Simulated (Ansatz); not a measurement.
# BO: the change of pressure with volume per atom

Results calculated with Ansatz 0.2.0 development build, not measured. Equation of state of a cubic crystal from periodic Kohn-Sham density functional theory without spin; pressure corrected for the finite basis.

Cell of the first row (space group Fm-3m, No. 225):
```
CELL_PARAMETERS angstrom
0.00000 1.89150 1.89150
1.89150 0.00000 1.89150
1.89150 1.89150 0.00000
ATOMIC_POSITIONS crystal
B 0.00000 0.00000 0.00000
O 0.50000 0.50000 0.50000
```

Settings of every row: formula BO; structure type rock salt; functional r2SCAN; spin treatment none; k mesh 15x15x15; occupation method fermi-dirac; occupation width 0.1 eV; wave cutoff 1050 eV; datasets hand-made PAW; density cutoff ratio 5; xc grid level 2.

Limits: a cubic model structure, not a phase known at ambient conditions; the SCF threshold is loose for a stress in some rows.

| row | volume per atom (Å³) | pressure (GPa) | energy above lowest point (meV/atom) |
| --- | --- | --- | --- |
| 1 | 6.767 | 16.346 | 24.54 |
| 2 | 6.988 | 8.746 | 7.38 |
| 3 | 7.208 | ? | ? |
| 4 | 7.429 | -3.672 | 1.17 |
| 5 | 7.65 | -8.711 | 9.77 |

Question: what pressure should row 3 give?

Worked fit of pressure. Take u = (V_r/V)^(2/3) − 1 with V_r = 7.2085 Å³ an atom, which is twice the finite (Eulerian) strain; such expansions in the strain, on which the Birch-Murnaghan equation of state is built, carry the rest volume and the bulk modulus. The shown rows have u = 0.04304, 0.02093, -0.01989, -0.03885. Least squares give pressure = 2.1149 + 303.37 × u + 634.72 × u² GPa; a straight line predicts inner rows, each left out in turn, worse (root mean square 0.62 against 0.0094 GPa). The rows lie off it by -0.002, 0.004, -0.004, 0.002. The pressure vanishes at u = -0.0071, or V = 7.286 Å³ an atom, and there the bulk modulus at fixed shape and fractions is B = −V dP/dV = (2/3)(1 + u) dP/du = 195 GPa. The withheld row has u = 5e-05, so the fit gives 2.1149 + 303.37 × (5e-05) + 634.72 × (5e-05)² = 2.130 GPa.

The calculation gave 2.113 GPa. The fit lies 0.017 GPa (0.068 % of the column's range) above it; its largest miss of a shown row is 0.004 GPa.

The other values of row 3: energy above lowest point 0 meV/atom.
